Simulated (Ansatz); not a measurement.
## Ligand exchange: AlH(CH3)I + H2O → AlH(CH3)(OH) + HI

Species: AlH(CH3)I, singlet; H2O `O`, singlet; AlH(CH3)(OH), singlet; HI (hydrogen iodide), singlet. The partners trade I for OH: Al–I and H–OH bonds give way to Al–OH and H–I.

Shapes, held fixed at every level: PBE0-D4/def2-TZVP. Flexible molecules stand in one conformer, not always the lowest. Programs: Ansatz 0.2.0. Electronic energies: no zero-point or thermal term.

```json
{"level": "HF/def2-TZVPP", "kind": "Hartree–Fock", "ΔE (kJ/mol)": "+21.5", "less CCSD(T)/def2-TZVPP": "+5.3", "CPU time (sum over the molecules)": "–"}
{"level": "PBE-D4/def2-TZVPP", "kind": "GGA", "ΔE (kJ/mol)": "+21.6", "less CCSD(T)/def2-TZVPP": "+5.4", "CPU time (sum over the molecules)": "11 s"}
{"level": "r2SCAN-D4/def2-TZVPP", "kind": "meta-GGA", "ΔE (kJ/mol)": "+17.9", "less CCSD(T)/def2-TZVPP": "+1.7", "CPU time (sum over the molecules)": "22 s"}
{"level": "B3LYP-D4/def2-TZVPP", "kind": "global hybrid", "ΔE (kJ/mol)": "+12.7", "less CCSD(T)/def2-TZVPP": "-3.5", "CPU time (sum over the molecules)": "16 s"}
{"level": "BHLYP-D4/def2-TZVPP", "kind": "global hybrid", "ΔE (kJ/mol)": "+19.1", "less CCSD(T)/def2-TZVPP": "+2.9", "CPU time (sum over the molecules)": "13 s"}
{"level": "MP2/def2-SVP", "kind": "perturbation theory", "ΔE (kJ/mol)": "+14.1", "less CCSD(T)/def2-TZVPP": "-2.1", "CPU time (sum over the molecules)": "–"}
{"level": "CCSD(T)/def2-SVP", "kind": "coupled cluster or CI", "ΔE (kJ/mol)": "+10.7", "less CCSD(T)/def2-TZVPP": "-5.5", "CPU time (sum over the molecules)": "9.4 s"}
{"level": "CCSD(T)/def2-TZVPP", "kind": "coupled cluster or CI", "ΔE (kJ/mol)": "+16.2", "less CCSD(T)/def2-TZVPP": "0.0", "CPU time (sum over the molecules)": "2.7 min"}
```

The highest level, CCSD(T)/def2-TZVPP, gives ΔE = +16.2 kJ/mol; the levels span +10.7 to +21.6. The column of differences is taken from that level and isn't an error. No measured value is set beside it here. For atoms past krypton def2 sets carry core potentials with scalar relativity. Correlated rows may include outer-core shells of I, which these sets cover unevenly. Times are processor times on shared x86 and Arm servers, and rough.

Exchanging iodide for hydroxide is uphill at every level, though only modestly. Aluminium is strongly oxophilic, and the short, polar Al–O bond, perhaps helped by some oxygen lone-pair donation into the empty Al 3p orbital, is much stronger than Al–I. That gain is slightly outweighed on the hydrogen side, where a strong O–H bond is given up for the weak H–I bond, with its diffuse iodine 5p orbital and small polarity.

The small net energy is sensitive to basis set: CCSD(T) rises from +10.7 to +16.2 kJ/mol on going from def2-SVP to def2-TZVPP. The closeness of MP2/def2-SVP to the larger-basis coupled-cluster value therefore probably reflects compensating errors.

The positive sign doesn't conflict with the vigorous hydrolysis of aluminium iodides in liquid water, where ionisation and hydration of HI and the formation of Al–O–Al networks supply much of the driving force. Nor does it show that this molecule would resist water, since protonolysis of its Al–H or Al–CH3 bond, releasing hydrogen or methane, is a competing route.
